**How much does it cost to rearrange the atoms of rubidium?**

A crystal of rubidium can be built, at least in a calculation, with its atoms in many different patterns. Can the energy cost of a pattern be estimated from its geometry and the known costs of a few others, before its own full calculation is consulted? The table below gives known costs for ten patterns and leaves three open. The column "over lowest" is the energy of each relaxed structure above the lowest one, per atom; 10 meV/atom is about 1 kJ/mol.

Crystal structures of rubidium, computed with Ansatz 0.2.0 using DFT with the r2SCAN functional (scalar-relativistic, no spin polarisation, plane-wave PAW, 500 eV cutoff). Cell and atoms were relaxed with the starting symmetry kept. Energies are per atom above the lowest structure, and atoms are counted in the primitive cell.

```tsv
found from	space group number	atoms in cell	volume per atom (Å³)	over lowest (meV/atom)
database cell	194	4	94.66	0.0
database cell	194	2	95.56	0.0
database cell	225	1	96.45	0.0
database cell	139	1	95.35	1.0
changed type	69	1	94.98	?
W type	223	8	95.08	6.0
Ti type	191	3	95.33	9.0
changed type	69	2	96.38	?
database cell	63	2	96.25	33.0
Sn type	191	1	96.42	55.0
Sn type	141	2	96.29	?
Ca type	221	1	98.25	101.0
Si type	227	2	141.33	307.0
```

**What the known rows show**

Several type names need translating. From their space groups and atom counts, W type is the A15 structure and not the body-centred cubic one, Ti type is the omega structure, Ca type is simple cubic and Si type is diamond. Sn type with space group 191 is simple hexagonal, and with 141 it is the beta-tin structure.

The four lowest known structures, among them face-centred cubic (fcc) and hexagonal close-packed, lie within 1 meV/atom of each other. The calculation is good to about 4 meV/atom for metals, so it does not rank them. Body-centred cubic, the structure that real rubidium has at ordinary pressure, is not in the table in its exact form. The row with space group 139 comes close to it: its relaxed cell is body-centred, with a height about 8 % less than its width. Clear costs appear in the more open patterns: 55 meV/atom for simple hexagonal, 101 for simple cubic and 307 for diamond.

Volume does not explain the first two of these costs. The known structures other than diamond agree in volume per atom within 4 %, although their energies differ by up to 101 meV/atom. What changes among them is how the atoms are placed within nearly the same space.

**Ions in a sea of electrons**

Each rubidium atom gives up one outer electron, and these electrons spread almost evenly through the metal. What remains is a set of positive ions in a nearly uniform negative sea. The energy of the sea itself depends on its density, so at equal volume it is nearly the same for every pattern. The pattern matters because the ions repel each other and are best off when they are spread as evenly as possible.

A simple way to see this is to give each ion the part of space that lies closest to it. In a crystal whose atoms all have the same surroundings, this cell holds one positive ion and one electron's worth of sea, so it is neutral. If the cell were a perfect sphere, it would exert no force on anything outside, and its energy would be as low as this picture allows. Spheres cannot fill space, but the cells of close-packed crystals are nearly round. In an open pattern the cell is farther from round: part of the electron sea lies far from its ion, and some ions sit too close together.

This would explain both ends of the table. Several different patterns have almost equally round cells, and their energies nearly coincide. Diamond, where each atom has four near neighbours and an empty gap opposite each of them, has a very uneven cell and a high cost. The calculation does not split its energies into such parts, so this cause rests on theory and on how well the resulting estimate works.

**From the picture to a number**

For point ions in a uniform sea, the electrostatic energy per atom is $-A\,e^2/(2R)$. Here $e$ is the elementary charge, and $R$ is the radius of a sphere with the volume of one atom. The number $A$ depends only on the pattern; it would be 1.8 for perfectly spherical cells and is slightly smaller in real crystals. The cost relative to fcc at equal volume is then

$$\Delta E = s\,\frac{e^2}{2R}\,(A_{\mathrm{fcc}}-A).$$

The factor $s$ stands for everything the picture leaves out, such as the way the electrons gather around the ions. It was fitted to seven known compact rows whose geometry is clear, and came out at 1.25. Three of these rows are close-packed and have practically no cost, so the value rests on the other four, and almost entirely on the two costliest of them, simple hexagonal and simple cubic. The fit does not tell which of the missing parts makes it larger than 1. The printed output after this text gives the details.

The beta-tin structure, which took no part in the fit, serves as a worked case. The fcc volume of 96.45 Å³ gives $R=(3\times96.45/4\pi)^{1/3}=2.845$ Å. With $e^2=14.4$ eV Å, the energy unit $e^2/(2R)$ is 2.53 eV. The lattice sum $A$ of beta-tin lies about 0.019 below that of fcc, if the crystal has its usual proportions. The bare electrostatic cost is therefore $0.019\times2530\approx48$ meV/atom, and the factor 1.25 raises it to 60.

**Three forecasts**

For beta-tin the forecast is 60 meV/atom, with an error bar of 15. This case can separate two ways of thinking. A common alternative counts nearest neighbours and lets the bonding grow with the square root of their number. Beta-tin has six near neighbours, as simple cubic has, and this count, fitted to the same seven rows, puts it at 94.

The one-atom structure with space group 69 is a face-centred lattice whose three edges may differ. If the edges become equal, it is fcc, so relaxation can bring it to a close-packed arrangement or near one. The forecast is 0 meV/atom, with a range from 0 to 5.

The two-atom structure with the same space group is harder, because its symmetry leaves the atoms some freedom to move. Its volume is compact, which argues against a pattern as open as diamond. The forecast takes the middle between close packing and simple hexagonal, 27 meV/atom with an error bar of 27. It is a guess about the geometry more than a calculation.

The withheld rows as computed:

```tsv
found from	space group number	atoms in cell	volume per atom (Å³)	over lowest (meV/atom)
changed type	69	1	94.98	2.0
changed type	69	2	96.38	31.0
Sn type	141	2	96.29	60.0
```

**What the computed values teach**

Beta-tin comes out at 60 meV/atom, as the electrostatic estimate has it. An agreement this close is better than the method deserves, since the lattice sum was entered to two figures and the shape of the crystal was assumed. The firmer result is that beta-tin lies near simple hexagonal and well below simple cubic. The neighbour count misses it by 34 meV/atom.

Geometry suggests why the count goes wrong. In beta-tin of the usual proportions, four more atoms sit only about a quarter farther away than the nearest ones. In simple cubic the next atoms are about 40 % farther away. A count that stops at the first six cannot see this difference, whereas the electrostatic sum includes every ion and so registers how evenly the surroundings are filled.

The one-atom structure costs 2 meV/atom, against a forecast of 0. The difference is smaller than the accuracy of the calculation and needs no cause. The relaxed cell shows that the lattice did not become fcc. Its three face-centred edges are about 6.7, 7.5 and 7.6 Å, whereas in fcc all three are 7.3 Å. Shortening one edge of fcc while the other two grow leads towards body-centred cubic, so this lattice lies between the two, at almost no cost.

The two-atom structure costs 31 meV/atom, 4 above the forecast. With so wide an error bar and a guessed geometry, this hit is no test of the picture; the neighbour count, given the same kind of guess, lands slightly closer. It does show that a compact volume is no guarantee of a low energy: this structure has almost the same volume as fcc and still lies clearly above it.

The forecasts were not blind. The known energies never fall from one row to the next, so row position alone suggested 1 to 6 meV/atom for the one-atom structure, 9 to 33 for the two-atom one and 55 to 101 for beta-tin. The interval for beta-tin contains both 60 and 94, however, so the order of the rows did not decide between the two ways of estimating.

**Where the estimate fails**

The electrostatic estimate is least accurate, among the fitted rows, for the A15 structure. It gives 13 meV/atom where the calculation gives 6. For costs this small, the parts of the energy that the picture leaves out can matter as much as the part it keeps. It should therefore not be used to rank the structures of lowest energy.

Diamond marks the other limit. It was kept out of the fit because its volume per atom is almost half as large again as that of fcc, while the estimate assumes equal volumes. The formula gives 378 meV/atom, about a quarter more than the computed 307. An error in this direction is reasonable, since a crystal that is free to expand can lower its energy, but the size of that gain was not tested separately.

For a compact pattern of a simple metal like this one, the useful question is how evenly the atoms share the space, and the number of touching neighbours is only a first hint. A computed cost does not show that a pattern could be made and kept. The relaxations preserved the starting symmetry, so a costly structure may be one that would collapse as soon as its atoms were free to leave that symmetry.

Printed output of the fit:

```
Electrostatic energy unit e2/(2R) at the fcc volume, meV: 2531
Unscaled electrostatic cost of simple hexagonal, meV/atom: 43.02
Unscaled electrostatic cost of beta-tin, meV/atom: 48.08
Unscaled electrostatic cost of simple cubic, meV/atom: 80.98
Volume of diamond over volume of fcc: 1.465
Error bar of the forecast for space group 69 with one atom, meV/atom: 5
Error bar of the forecast for space group 69 with two atoms, meV/atom: 27
Error bar of the forecast for Sn type 141, meV/atom: 15
fit of result_over_lowest on 7 rows (clear == 1): coefficient of ionic 1.245 +/- 0.031; rms 2.68, worst W type 6.92, leave-one-out rms 2.76
  rows outside the fit (model, value, miss): database cell 0, 1, -1; changed type 0, 2, -2; changed type 26.78, 31, -4.22; database cell 26.78, 33, -6.22; Sn type 59.87, 60, -0.131; Si type 378.1, 307, 71.1
Scaled model for simple hexagonal, meV/atom: 53.57
Scaled model for simple cubic, meV/atom: 100.8
fit of result_over_lowest on 7 rows (clear == 1): coefficient of lost 319.2 +/- 33; rms 10.6, worst W type -25.4, leave-one-out rms 14.1
  rows outside the fit (model, value, miss): database cell 0, 1, -1; changed type 0, 2, -2; changed type 27.81, 31, -3.19; database cell 27.81, 33, -5.19; Sn type 93.5, 60, 33.5; Si type 134.9, 307, -172
```
